**Predicting the 5s and 7p levels of excited Tc 4d⁵ 5s¹ 7p¹**

The table holds Kohn-Sham eigenvalues, mean radii and mean inverse radii of one spherical all-electron run (Quantum ESPRESSO ld1.x, PW91, scalar-relativistic, no spin polarisation). Using only 1s to 4d, the program extrapolates the effective charge of the s series to obtain the 5s size and takes the 7p size from the run's Σ⟨r²⟩. Energies come from a Coulomb term plus first-order self-Hartree and LDA exchange-correlation terms, with a shift of 5s by the 7p shell; an extrapolated binding fraction is the alternative for 5s. All six predictions fall within their error bars: mean radii within 1.4 % of the computed values, the 7p eigenvalue within 0.03 eV. The 5s eigenvalue is predicted 1.3 eV too shallow by the model and 2.0 eV too shallow by the alternative, and the 7p mean inverse radius 5.9 % too large.

Neutral Tc atom (Z = 43) in the excited configuration [Kr] 4d⁵ 5s¹ 7p¹, computed with Quantum ESPRESSO ld1.x 7.5. The all-electron Kohn-Sham calculation uses the PW91 functional and is scalar-relativistic and spin-unpolarised, with spherical densities and a point nucleus. Eigenvalues are negative for bound levels.

## Program and output

```python
# Table: Kohn-Sham eigenvalues (eV), <r>, <1/r> (bohr) of Tc [Kr]4d5 5s1 7p1; QE ld1.x, PW91, scalar-relativistic,
# spin-unpolarised, spherical. Tested: predictions for withheld 5s, 7p from screening trends of the known rows,
# the run's sum of <r^2>, and eps = -Q^2/2n*^2 + self-Hartree + own-density LDA vxc (+ 7p shift for 5s).
T = {
    'level': ['1s', '2s', '2p', '3s', '3p', '3d', '4s', '4p', '4d', '5s', '7p'],
    'level_filled': ['yes', 'yes', 'yes', 'yes', 'yes', 'yes', 'yes', 'yes', 'yes', 'yes', 'yes'],
    'eigenvalue': [-20878, -2983.8, -2671.4, -524.58, -422.01, -255.94, -79.377, -51.347, -12.521, -9.8622, -0.6343],  # eV
    'mean_radius': [0.03428, 0.1496, 0.1304, 0.4154, 0.4164, 0.399, 1.057, 1.172, 1.672, 3.043, 20.63],  # bohr
    'mean_inverse_radius': [44.71, 10.09, 9.795, 3.48, 3.312, 3.082, 1.292, 1.15, 0.8039, 0.4216, 0.06425],  # 1/bohr
}
HELD = [9, 10]  # rows withheld from the fit
import numpy as np
from scipy.constants import physical_constants as pc, alpha
from scipy.integrate import solve_ivp, cumulative_trapezoid as ct, trapezoid as tz
Ha = pc['Hartree energy in eV'][0]; Z = 43
SR2 = 515.72  # sum of <r^2>, bohr^2, further result of the same run
occ = {'1s':2,'2s':2,'2p':6,'3s':2,'3p':6,'3d':10,'4s':2,'4p':6,'4d':5}
K = [i for i in range(len(T['level'])) if i not in HELD]
E, R, U = [{T['level'][i]: T[c][i] for i in K} for c in ('eigenvalue','mean_radius','mean_inverse_radius')]
r1 = lambda n, l: (3*n*n - l*(l+1))/2
r2 = lambda n, l: n*n*(5*n*n + 1 - 3*l*(l+1))/2
Zf, f, lo, inner = {}, {}, 0.0, 0.0
print('level  Zeff(<r>)  <r><1/r>  |eps|/(n^2<1/r>^2/2)   (rounding floor up to ~5e-4 relative)')
for k in R:
    n, l = int(k[0]), 'spd'.index(k[1])
    Zf[k] = r1(n, l)/R[k]; f[k] = -E[k]/Ha/(n*n*U[k]**2/2)
    lo += occ[k]*R[k]**2; inner += occ[k]*R[k]**2*r2(n, l)/r1(n, l)**2
    print(f'{k}  {Zf[k]:6.2f}  {R[k]*U[k]:.3f}  {f[k]:.3f}')
g = np.sqrt(1 - (Z*alpha)**2)
print(f'1s <1/r> {U["1s"]:.2f}; nonrel Z {Z} ({100*(U["1s"]/Z-1):+.1f}%); Dirac Z/gamma {Z/g:.2f} ({100*(U["1s"]*g/Z-1):+.1f}%)')
print(f'radius ratios: 2p/2s {R["2p"]/R["2s"]:.3f}, 3p/3s {R["3p"]/R["3s"]:.3f}, 4p/4s {R["4p"]/R["4s"]:.3f}, 4d/4s {R["4d"]/R["4s"]:.3f}')
s = ['1s','2s','3s','4s']; zs = [Zf[k] for k in s]
assert all(np.diff(zs) < 0) and all(np.diff([f[k] for k in s]) < 0)
assert Z < U['1s'] < Z/g
assert R['2s'] > R['2p'] and R['4s'] < R['4p'] < R['4d']
assert inner < 0.1*SR2
z4 = np.polyval(np.polyfit([1,2,3], zs[:3], 2), 4); z5 = np.polyval(np.polyfit([1,2,3,4], zs, 3), 5)
rel = abs(z4 - zs[3])/z5; r5 = r1(5, 0)/z5
p5 = 2*R['4s']*U['4s'] - R['3s']*U['3s']; u5 = p5/r5
print(f'back-test Zeff(4s): {z4:.2f} vs {zs[3]:.2f}; Zeff(5s) {z5:.2f}, rel. error {100*rel:.0f}%; <r><1/r>(5s) {p5:.3f}')
n5 = np.sqrt(2*2*r5/3); q5 = r2(n5, 0)/4; q7 = SR2 - inner - q5
n7 = np.sqrt((1 + np.sqrt(1 + 1.6*q7))/2); r7 = r1(n7, 1)
u7 = (1/n7**2 + R['4p']*U['4p']/r7)/2
print(f'<r^2> bohr^2: inner floor {lo:.1f}, inner est {inner:.1f} ({100*inner/SR2:.1f}%), 5s {q5:.1f}, 7p {q7:.1f} ({100*q7/SR2:.1f}%)')
print(f'7p rms {np.sqrt(q7):.2f} bohr, shape ratio {q7/r7**2:.3f}, n* {n7:.2f}, defect {7-n7:.2f}; 5s n* {n5:.2f}')
def selfint(n, l, Q, rc):  # Coulomb orbital integrated inwards, cut at the radius of the core shell of equal l
    r = np.linspace((2*n*n + 15*n)/Q, rc, 4000)
    y = solve_ivp(lambda x, y: [y[1], (l*(l+1)/x**2 - 2*Q/x + Q*Q/n**2)*y[0]], (r[0], r[-1]),
                  [1e-6, -1e-6*Q/n], t_eval=r, rtol=1e-8, atol=1e-13).y[0][::-1]
    r = r[::-1]; P = y*y/tz(y*y, r); b = ct(P/r, r, initial=0)
    rho = P/(4*np.pi*r*r) + 1e-30; rs = (3/(4*np.pi*rho))**(1/3)
    d = 1 + 1.0529*np.sqrt(rs) + 0.3334*rs  # Perdew-Zunger low-density correlation
    v = -(3*rho/np.pi)**(1/3) - 0.1423*(1 + 7/6*1.0529*np.sqrt(rs) + 4/3*0.3334*rs)/d**2
    return tz(P*(ct(P, r, initial=0)/r + b[-1] - b), r)*Ha, tz(P*v, r)*Ha, rho[r > 2*n*n/Q/2].max()
F5, v5, _ = selfint(n5, 0, 2, R['4s']); F7, v7, rho7 = selfint(n7, 1, 1, R['4p'])
h5, h7 = -2*Ha/n5**2, -Ha/2/n7**2
print(f'5s terms eV (crude): Coulomb {h5:.2f}, F0 {F5:.2f}, vxc {v5:.2f}, 7p shift {u7*Ha:.2f}')
print(f'7p terms eV (crude): Coulomb {h7:.2f}, F0 {F7:.2f}, vxc {v7:.2f}; outer-lobe density {rho7:.0e} bohr^-3')
f5 = np.exp(np.polyval(np.polyfit([1,2,3,4], np.log([f[k] for k in s]), 2), 5)); eB = -f5*12.5*u5**2*Ha
print(f'rival 5s: fraction {f5:.3f}, eps {eB:.2f} +- {2*rel*abs(eB):.2f} eV; 4d lies at {E["4d"]:.2f} eV')
P = {'5s': [(h5+F5+v5+u7*Ha, np.hypot(rel*h5, v5/3)), (r5, rel*r5), (u5, rel*u5)],
     '7p': [(h7+F7+v7, abs(v7)/3), (r7, r7*0.05/2/(q7/r7**2)), (u7, 0.1*u7)]}
for i in HELD:
    k = T['level'][i]
    for c, un, (p, e) in zip(('eigenvalue','mean_radius','mean_inverse_radius'), ('eV','bohr','1/bohr'), P[k]):
        a = T[c][i]
        t = 'missing' if a is None else f'{a:.4g}, miss {p-a:+.3g} ({100*(p-a)/abs(a):+.1f}%, {abs(p-a)/e:.2f} bars)'
        print(f'{k} {c} [{un}]: predicted {p:.4g} +- {e:.2g}; computed {t}')
    a, b, c = T['eigenvalue'][i], T['mean_radius'][i], T['mean_inverse_radius'][i]
    if None in (a, b, c): continue
    if k == '5s': print(f'5s: rival miss {eB-a:+.2f} eV; 5s-4d {a-E["4d"]:+.2f} eV; Zeff {37.5/b:.2f}; <r><1/r> {b*c:.3f}')
    else: print(f'7p: eps/Coulomb {a/h7:.2f}, eps-Coulomb {a-h7:+.2f} eV; <r>^2 {100*b*b/SR2:.1f}% of sum; <r><1/r> {b*c:.3f}; <1/r> {c*Ha:.2f} eV')
```

Output:

```
level  Zeff(<r>)  <r><1/r>  |eps|/(n^2<1/r>^2/2)   (rounding floor up to ~5e-4 relative)
1s   43.76  1.533  0.768
2s   40.11  1.509  0.539
2p   38.34  1.277  0.512
3s   32.50  1.446  0.354
3p   30.02  1.379  0.314
3d   26.32  1.230  0.220
4s   22.71  1.366  0.218
4p   19.62  1.348  0.178
4d   12.56  1.344  0.089
1s <1/r> 44.71; nonrel Z 43 (+4.0%); Dirac Z/gamma 45.29 (-1.3%)
radius ratios: 2p/2s 0.872, 3p/3s 1.002, 4p/4s 1.109, 4d/4s 1.582
back-test Zeff(4s): 20.93 vs 22.71; Zeff(5s) 12.50, rel. error 14%; <r><1/r>(5s) 1.286
<r^2> bohr^2: inner floor 27.6, inner est 31.4 (6.1%), 5s 10.5, 7p 473.8 (91.9%)
7p rms 21.77 bohr, shape ratio 1.137, n* 3.78, defect 3.22; 5s n* 2.00
5s terms eV (crude): Coulomb -13.61, F0 7.86, vxc -4.65, 7p shift 1.85
7p terms eV (crude): Coulomb -0.95, F0 1.19, vxc -0.90; outer-lobe density 1e-05 bohr^-3
rival 5s: fraction 0.126, eps -7.90 +- 2.24 eV; 4d lies at -12.52 eV
5s eigenvalue [eV]: predicted -8.543 +- 2.5; computed -9.862, miss +1.32 (+13.4%, 0.53 bars)
5s mean_radius [bohr]: predicted 3 +- 0.43; computed 3.043, miss -0.0432 (-1.4%, 0.10 bars)
5s mean_inverse_radius [1/bohr]: predicted 0.4286 +- 0.061; computed 0.4216, miss +0.00699 (+1.7%, 0.12 bars)
5s: rival miss +1.96 eV; 5s-4d +2.66 eV; Zeff 12.32; <r><1/r> 1.283
7p eigenvalue [eV]: predicted -0.664 +- 0.3; computed -0.6343, miss -0.0297 (-4.7%, 0.10 bars)
7p mean_radius [bohr]: predicted 20.41 +- 0.45; computed 20.63, miss -0.217 (-1.0%, 0.48 bars)
7p mean_inverse_radius [1/bohr]: predicted 0.06804 +- 0.0068; computed 0.06425, miss +0.00379 (+5.9%, 0.56 bars)
7p: eps/Coulomb 0.67, eps-Coulomb +0.32 eV; <r>^2 82.5% of sum; <r><1/r> 1.325; <1/r> 1.75 eV
```
